Pearl length and Pearl vortex

1. Statement

Take an infinite plane film of thickness d in vacuum, with London penetration depth λ ≫ d and coherence length ξ, threaded along its normal z by a straight vortex of one flux quantum Φ0 = h/2e. SI units are used; r is the in-plane distance from the axis and K = ∫ J dz the sheet current (A/m). The screening length is the Pearl length (J. Pearl, 1964)

Λ = 2λ²/d. (1)

Some authors give this name to λ²/d; their formulas follow on writing twice their length for Λ. With x = r/Λ, Struve functions H0, H1 and Bessel functions of the second kind Y0, Y1, define

F(x) = ∫₀^∞ du e^(−xu)/√(1+u²) = (π/2)[H0(x) − Y0(x)], (2)
G(x) = −F′(x) = (π/2)[H1(x) − Y1(x)] − 1. (3)

For r ≫ ξ the azimuthal sheet current, the flux through a circle of radius r in the film and the normal field in the film plane (this last for r ≫ d as well) are

K(r) = Φ0 G(x)/(πμ0Λ²) = (Φ0/(2μ0Λ²)) [H1(x) − Y1(x) − 2/π], (4)
Φ(r) = Φ0 [1 − xG(x)], (5)
Bz(r,0) = (Φ0/(2πΛ²)) [1/x − F(x)]. (6)

Two vortices of the same sense a distance r apart repel, with force Φ0K(r) and energy

U(r) = Φ0² F(x)/(πμ0Λ) = (Φ0²/(2μ0Λ)) [H0(x) − Y0(x)]. (7)

The limits, with Euler's constant γ, are

r ≪ Λ: K → Φ0/(πμ0Λr), Bz → Φ0/(2πΛr), U → (Φ0²/(πμ0Λ)) [ln(2Λ/r) − γ];
r ≫ Λ: K → Φ0/(πμ0r²), Bz → Φ0Λ/(2πr³), U → Φ0²/(πμ0r). (8)

The distant current and energy contain no material parameter. In Gaussian units the prefactors of the Struve forms are cΦ0/(8πΛ²) and Φ0²/(8πΛ), and the distant energy is Φ0²/(4π²r).

2. Premises

(a) Local London response. For pairs of charge −2e with an order parameter of fixed modulus and phase φ, the supercurrent obeys μ0λ²J = −(Φ0/2π)∇φ − A. Put θ = −φ. A vortex whose flux points along +z has θ equal to the azimuthal angle, so

μ0λ²J = S − A, S = (Φ0/2π)∇θ = Φ0/(2πr) φ̂. (9)

S is free of divergence and curl for r > 0 and has circulation Φ0 round the axis: (∇×S)z = Φ0 δ²(r).

(b) Magnetostatics in a non-magnetic space: B = ∇×A, ∇·A = 0, −∇²A = μ0J, with A → 0 at infinity.

(c) Thin film: J is uniform across the thickness, and the film acts on the field as a sheet, J = K δ(z). Section 8 bounds what this neglects.

(d) The vortex is straight, and the core r ≲ ξ enters only as a cut-off.

3. The sheet equation and its solution

Multiply (9) by 2/d and integrate over the thickness. By (c), A is taken at z = 0, and

(μ0Λ/2) K + A(r,0) = S. (10)

The film is thus described by one number, the sheet kinetic inductance Lk = μ0λ²/d = μ0Λ/2.

All three fields are azimuthal and independent of angle, so ∇·A = 0 holds identically. On a field f(r,z) φ̂ the vector Laplacian acts as ∂r² + (1/r)∂r − 1/r² + ∂z², and Bessel's equation shows that the radial part multiplies J1(qr) by −q². The natural expansion is therefore the Hankel transform of order one, f(r) = ∫₀^∞ q dq J1(qr) f̃(q). Premise (b) becomes (q² − ∂z²) Ã(q,z) = μ0 K̃(q) δ(z). The solution that decays on both sides is Ã(q,0) e^(−q|z|). Its slope jumps by −2qÃ(q,0) at z = 0, and integrating the equation across the sheet sets this jump equal to −μ0K̃:

Ã(q,z) = μ0 K̃(q) e^(−q|z|)/(2q). (11)

The factor 2 arises because the field of the sheet fills two half-spaces; it is the 2 in (1).

Four integrals are needed, for s > 0 and ρ = √(r² + s²). The function ∫₀^∞ dq J0(qr) e^(−qs) is harmonic and axially symmetric in (r,s) and equals 1/s on the axis, so it is 1/ρ. Differentiating with respect to r (J0′ = −J1) and to s, and integrating the r-derivative over s from s to infinity, gives

∫ J0 e^(−qs) dq = 1/ρ, ∫ qJ1 e^(−qs) dq = r/ρ³, ∫ qJ0 e^(−qs) dq = s/ρ³, ∫ J1 e^(−qs) dq = (1 − s/ρ)/r. (12)

The last at s → 0 reads 1/r = ∫ q dq J1(qr)(1/q), so S̃ = Φ0/(2πq). Inserting this and (11) into (10):

(μ0K̃/2)(Λ + 1/q) = Φ0/(2πq), (13)
K̃ = (Φ0/πμ0)/(1 + qΛ), Ã(q,z) = (Φ0/2π) e^(−q|z|)/[q(1 + qΛ)]. (14)

In (13) the term Λ is the kinetic inductance of the mode and 1/q its magnetic inductance, both in units of μ0/2. They are equal at q = 1/Λ: shorter scales are ruled by the inertia of the pairs, longer ones by the stray field.

4. Fields in space

With Br = −∂zA, Bz = (1/r)∂r(rA) and d(yJ1(y))/dy = yJ0(y), for z > 0

Br = (Φ0/2π) ∫ q dq J1(qr) e^(−qz)/(1+qΛ), Bz = (Φ0/2π) ∫ q dq J0(qr) e^(−qz)/(1+qΛ).

Write 1/(1+qΛ) = ∫₀^∞ dt e^(−t) e^(−qΛt). For z > 0 the double integrals converge absolutely, the order may be exchanged, and (12) with s = z + Λt gives

(Br, Bz) = (Φ0/2π) ∫₀^∞ dt e^(−t) (r, z + Λt)/[r² + (z + Λt)²]^(3/2). (15)

Above the film the field is that of fictitious magnetic charges on the axis below it, at depth Λt with weight e^(−t). At distances R ≫ Λ they act as a point, and B = Φ0/(2πR²) points radially outward: the flux Φ0 spreads evenly over the solid angle 2π. Below the film Bz is the same and Br reversed, so the lines converge on the vortex. For r > 0 the limit z → 0⁺ may be taken under the integral, whose integrand is bounded by e^(−t)/r². Comparison of Br with the transform of K̃ shows K = 2Br(r,0⁺)/μ0, which is the jump condition at a current sheet, and so

K(r) = (Φ0/πμ0) ∫₀^∞ dt e^(−t) r/(r² + Λ²t²)^(3/2) = −dg/dr,
g(r) = (Φ0/πμ0) ∫₀^∞ dt e^(−t)/√(r² + Λ²t²). (16)

Here g is the stream function, K = ∇×(g ẑ). The substitution t = xu turns it into g = Φ0F(x)/(πμ0Λ), with F the integral in (2); then K = Φ0G(x)/(πμ0Λ²) with G = −F′, the first form of (4).

5. Closed form

Differential equation. Differentiating the integral (2) under the sign,

xF″ + F′ + xF = ∫₀^∞ du e^(−xu) [x√(1+u²) − u/√(1+u²)] = −[e^(−xu)√(1+u²)]₀^∞ = 1, (17)

because the integrand is minus the u-derivative of e^(−xu)√(1+u²).

Particular solution. The Struve functions are

H0(x) = (2/π) Σ (−1)^k x^(2k+1)/[(2k+1)!!]², H1(x) = (2/π) Σ (−1)^k x^(2k+2)/[(2k+1)!!(2k+3)!!],

with k from 0 to ∞. In (xH0′)′ the term k becomes (2/π)(−1)^k x^(2k)/[(2k−1)!!]²; for k ≥ 1 it cancels the term k − 1 of xH0, and k = 0 leaves 2/π. Hence (π/2)H0 solves (17), and F = (π/2)H0 + aJ0 + bY0, since J0 and Y0 span the solutions of the homogeneous equation.

Constants. Integration by parts and t = xu give F = ∫₀^∞ dt e^(−t) arsinh(t/x). As x → 0, arsinh(t/x) − ln(2t/x) tends to zero, and ∫₀^∞ e^(−t) ln t dt = −γ, so F − [ln(2/x) − γ] → 0. In the same limit H0 → 0, J0 → 1 and Y0 − (2/π)[ln(x/2) + γ] → 0. The logarithm fixes b = −π/2 and the constant then fixes a = 0, which proves (2).

Derivative. Term by term, H0′ = (2/π) Σ (−1)^k x^(2k)/[(2k−1)!!(2k+1)!!] = 2/π − H1, and Y0′ = −Y1. So −F′ = (π/2)[H1 − 2/π − Y1], which is (3) and completes (4).

Flux and field. From (10), A(r,0) = Φ0/(2πr) − μ0ΛK/2 = Φ0[1 − xG]/(2πr), and Φ = 2πrA is (5). Equation (17) reads (xG)′ = xF − 1. Then Bz = (1/2πr) dΦ/dr = −Φ0(xG)′/(2πΛ²x), which is (6).

6. Limits and bounds

Three integral forms follow from (2), the second by parts from the first:

G = ∫₀^∞ du e^(−xu) u/√(1+u²), xG = ∫₀^∞ du e^(−xu)(1+u²)^(−3/2), 1/x − F = ∫₀^∞ du e^(−xu)[1 − 1/√(1+u²)].

All integrands are positive, so neither K nor Bz(r,0) changes sign. Since u/√(1+u²) is below both 1 and u, G is below both 1/x and 1/x²: each limiting law for K in (8) is an upper bound at every distance. The product xG falls monotonically from ∫(1+u²)^(−3/2) du = 1 to 0, so Φ(r) rises from 0 to Φ0.

Small x. Let ℒ = ln(2/x) − γ. Integrating (xG)′ = xF − 1 from xG = 1 at x = 0 with F ≈ ℒ, where ∫₀^x x′ℒ dx′ = x²ℒ/2 + x²/4, and then integrating F′ = −G, gives

G = 1/x − 1 + (x/2)(ℒ + 1/2) + O(x²), F = ℒ + x + O(x² ln x). (18)

Large x. Only small u contributes. Expanding (1+u²)^(−1/2) = 1 − u²/2 + 3u⁴/8 − … and using ∫ uⁿe^(−xu) du = n!/x^(n+1) gives the asymptotic series

F ~ 1/x − 1/x³ + 9/x⁵ − …, G ~ 1/x² − 3/x⁴ + 45/x⁶ − … (19)

The leading terms in (4), (6) and (7) give (8); for Bz at large x the terms 1/x cancel and 1/x³ remains. Also Φ ≈ Φ0 r/Λ inside and Φ ≈ Φ0(1 − Λ/r) outside. The inner law is J = K/d = Φ0/(2πμ0λ²r), that is (9) with A dropped: an unscreened superflow. The outer law is K = 2Br/μ0 with Br = Φ0/(2πr²): the current an ideal diamagnetic sheet needs to hold the monopole field parallel to itself.

7. Energy

The London energy is kinetic plus magnetic. The kinetic part is ∫ d³r μ0λ²J²/2 = ∫ d²r μ0ΛK²/4. The magnetic part is ∫ d³r B²/2μ0 = ½∫ d²r K·A; the surface term at infinity scales as A B R² ∝ 1/R and vanishes. By (10) their sum is

E = ½ ∫ d²r K·(μ0ΛK/2 + A) = ½ ∫ d²r K·S. (20)

Equations (10) and (b) are linear, so for two vortices S = S1 + S2 and K = K1 + K2. In plane-wave components each transverse mode obeys K = 2S/[μ0(Λ + 1/q)], a real factor depending on |q| only, so ∫K1·S2 = ∫K2·S1 and the cross term of (20) is U = ∫ d²r K1·S2. With K1 = ∇×(g1ẑ), integration by parts gives U = ∫ d²r g1 (∇×S2)z plus a line integral at radius R of size gS·2πR ∝ 1/R, which vanishes. The delta function of Section 2 yields U = Φ0 g(r), which is (7). The force −dU/dr = Φ0K is outward, in agreement with the Lorentz form K1 × Φ0ẑ, as φ̂ × ẑ = r̂. Winding numbers n1 and n2 multiply U by n1n2, so a vortex and an antivortex attract.

The distant law has Coulomb form. Setting Φ0²/(πμ0) = Q²/(4πε0) and using the fine-structure constant α = μ0ce²/2h gives Q = e/(2α) = 68.5 e.

The self-energy is (20) for one vortex, cut at r = ξ:

E1 = ½ ∫_ξ^∞ 2πr dr K Φ0/(2πr) = ½Φ0 g(ξ) ≈ εd [ln(2Λ/ξ) − γ] = εd ln(1.12 Λ/ξ), (21)

with ε = Φ0²/(4πμ0λ²) and εd = Φ0²/(2πμ0Λ). Its magnetic share converges without a cut-off: by Parseval's relation, ½∫ d²r K·A = π∫ q dq K̃Ã = (Φ0²/2πμ0) ∫ dq/(1+qΛ)² = εd. The logarithm is kinetic energy.

Bulk comparison. For a vortex in an infinitely thick sample nothing depends on z, and (b) gives Ã = μ0J̃/q². Then μ0J̃(λ² + 1/q²) = Φ0/(2πq), the stream function of J is (Φ0/2πμ0)∫ q dq J0(qr)/(1 + q²λ²) = Φ0K0(r/λ)/(2πμ0λ²) with K0 the modified Bessel function, and a length d of two such lines has the energy Φ0²K0(r/λ)/(πμ0Λ). The prefactor is that of (7). The film replaces K0(r/λ), which dies as e^(−r/λ), by F(r/Λ), whose logarithm extends to Λ ≫ λ and whose tail is a power.

8. Range of validity

Thickness. Spread the current of a mode uniformly, J̃ = K̃/d, over |z| < d/2. The solution of (q² − ∂z²)Ã = μ0J̃ that is even in z and joins e^(−q|z|) outside is

Ã(z) = (μ0J̃/q²)[1 − e^(−qd/2) cosh qz]. (22)

Between mid-plane and surface it changes by μ0J̃(1 − e^(−qd/2))²/(2q²), which is at most μ0J̃d²/8. By (9), J̃ varies across the film by a fraction of at most d²/(8λ²), to leading order in d/λ and for every q. The thickness average of (22) is μ0K̃ w(qd)/(2q), with w(y) = 2(y − 1 + e^(−y))/y² = 1 − y/3 + …, the mean of e^(−q|z−z′|) over the slab. Since e^(−s) ≥ 1 − s and the mean of |z − z′| is d/3, 1 − w ≤ qd/3. The denominator of (14) becomes w(qd) + qΛ, a relative change below (qd/3)/(1 + qΛ) < d/(3Λ) = d²/(6λ²); at long wavelength Λ is replaced by Λ − d/3. The non-uniform part of J̃ has zero mean and reaches the averaged equation only through the non-uniform part of (22), at order (d/λ)⁴. Thus K, U and E1 need d ≪ λ but not r ≫ d.

The field does need r ≫ d. For r ≪ Λ, K̃ ≈ Φ0/(πμ0qΛ), and (22) at z = 0 gives Bz = (Φ0/2πλ²) ∫ dq J0(qr)(1 − e^(−qd/2))/q. The integral vanishes at d = 0 and its derivative with respect to s = d/2 is 1/ρ by (12), so

Bz(r,0) = (Φ0/2πλ²) arsinh(d/2r), r ≪ Λ. (23)

For r ≫ d this is Φ0/(2πΛr) times 1 − d²/(24r²); for r ≪ d the 1/r growth gives way to a logarithm.

Core. In Ginzburg–Landau theory a phase gradient 1/r lowers the squared modulus of the order parameter by the fraction ξ²/r², so (9) requires r ≫ ξ. The constant in (21) is not fixed by London theory. For a bulk line at large κ = λ/ξ, the cut at ξ gives εK0(1/κ) = ε(ln κ + 0.116), whereas the Ginzburg–Landau constant is approximately 0.50. The difference, 0.38, arises at r of order ξ, where A is negligible in film and bulk alike, so about 0.38 εd should be added to (21) near Tc. Well below Tc the constant is known here only in order of magnitude.

Locality. Pippard's kernel has the range ξP, 1/ξP = 1/ξ0 + 1/ℓ, with ξ0 the clean coherence length and ℓ the mean free path. Equation (9) holds as written when ξP is small against d and r. In a clean film with ξ0 > d, a linear local relation between K and S − A survives for r ≫ ξ0, and Λ = 2Lk/μ0 remains the definition, but Lk is no longer given by the bulk λ. In every case λ means the value in the film at the working temperature; Λ grows without bound towards Tc.

Lateral size. The tail laws need Λ ≪ r ≪ W, with W the distance to the nearest edge. If the sample is smaller than Λ, A is negligible in (10), so ∇²g = 0 away from the cores, with g constant along each edge because no current crosses it. In a strip 0 < y < W the slowest mode is sin(πy/W) e^(−π|X|/W), X being the distance along the strip, and the interaction is short-ranged. A superconducting ground plane or magnetic layer within a distance of order Λ changes (11) and with it the results.

Many vortices and fluctuations. Superposition holds while the spacing is large against ξ. Thermally excited vortex pairs, which renormalise λ, are negligible for kBT ≪ εd. Pinning is not included.

9. Illustration: amorphous MoGe, d = 30 nm

Take as typical low-temperature inputs λ = 600 nm, ξ = 5 nm and ℓ = 0.4 nm, at T = 2 K, well below a Tc of roughly 6 to 7 K. Then κ = 120, d/λ = 0.05 and

Λ = 2(600 nm)²/(30 nm) = 24 µm = 40 λ = 800 d, Lk = 15.1 pH per square.

With Φ0 = 2.068×10⁻¹⁵ Wb the scales are Φ0/(πμ0Λ²) = 0.909 A/m, Φ0/(2πΛ²) = 0.571 µT and Φ0²/(πμ0Λ) = 0.282 eV, or 3.27×10³ K. Equations (2) to (7), evaluated without intermediate rounding, give

r (µm) | x | F | G | K (A/m) | Φ/Φ0 | Bz (µT) | U (eV)
0.24 | 0.01 | 4.731 | 99.03 | 90.0 | 0.00974 | 54.4 | 1.33
2.4 | 0.1 | 2.510 | 9.149 | 8.32 | 0.0851 | 4.28 | 0.707
24 | 1 | 0.7546 | 0.5389 | 0.490 | 0.461 | 0.140 | 0.213
240 | 10 | 0.09907 | 0.009735 | 0.00885 | 0.903 | 0.000529 | 0.0279

The digits belong to the model with the stated inputs. For the material they are much less certain: λ depends on composition, thickness and temperature, and the typical span of 500 to 700 nm moves Λ from 17 to 33 µm.

At 0.24 µm the current density is K/d = 3.00×10⁵ A/cm². The inner law exceeds the full K by 9 per cent at x = 0.1, the outer law exceeds it by 3 per cent at x = 10, and at r = Λ, where the two laws cross, both are high by a factor 1.86. Less than half of the flux quantum passes within r = Λ. The force between two vortices at that distance is 1.01 fN. At the same 24 µm the bulk function is K0(40) = 8.4×10⁻¹⁹, against F = 0.7546 in the film.

The neglected terms are small: d²/(8λ²) = 3.1×10⁻⁴, d/(3Λ) = 4.2×10⁻⁴, ℓ/d = 0.013, and in the first row ξ²/r² = 4.3×10⁻⁴ and d²/(24r²) = 6.5×10⁻⁴. The sheet formula for the field fails near the core, because here ξ < d: at r = ξ it gives Φ0/(2πΛξ) = 2.7 mT, while (23), with Φ0/(2πλ²) = 0.914 mT, gives 1.7 mT. The sheet value is high by a factor 1.65, and (23) itself is only an estimate at the edge of the core.

For the self-energy, εd = 0.141 eV = 1.63×10³ K and ln(2Λ/ξ) − γ = 8.59, so (21) gives 1.21 eV, of which 12 per cent is field energy. The core term 0.38 εd = 0.05 eV, about 4 per cent, brings the sum to about 1.3 eV; the second figure is uncertain. The ratio kBT/εd = 1.2×10⁻³ excludes thermal vortex pairs at 2 K.

The tail coefficient is Φ0²/(πμ0) = 1.083×10⁻²⁴ J m, and U falls to kBT at 2 K only at r = 3.9 cm. That distance refers to two vortices alone in a much wider film. Real films seldom show the tail so bare. The spacing √(Φ0/B) equals Λ at B = Φ0/Λ² = 3.6 µT, and a film cooled in a perpendicular field of 50 µT, typical of the unshielded terrestrial field, has a spacing of 6.4 µm, so that neighbours sit in the logarithmic range. In a strip patterned to a width of a few µm, below Λ, the infinite-film law overstates the interaction by a large factor, growing exponentially with distance, once r exceeds the width.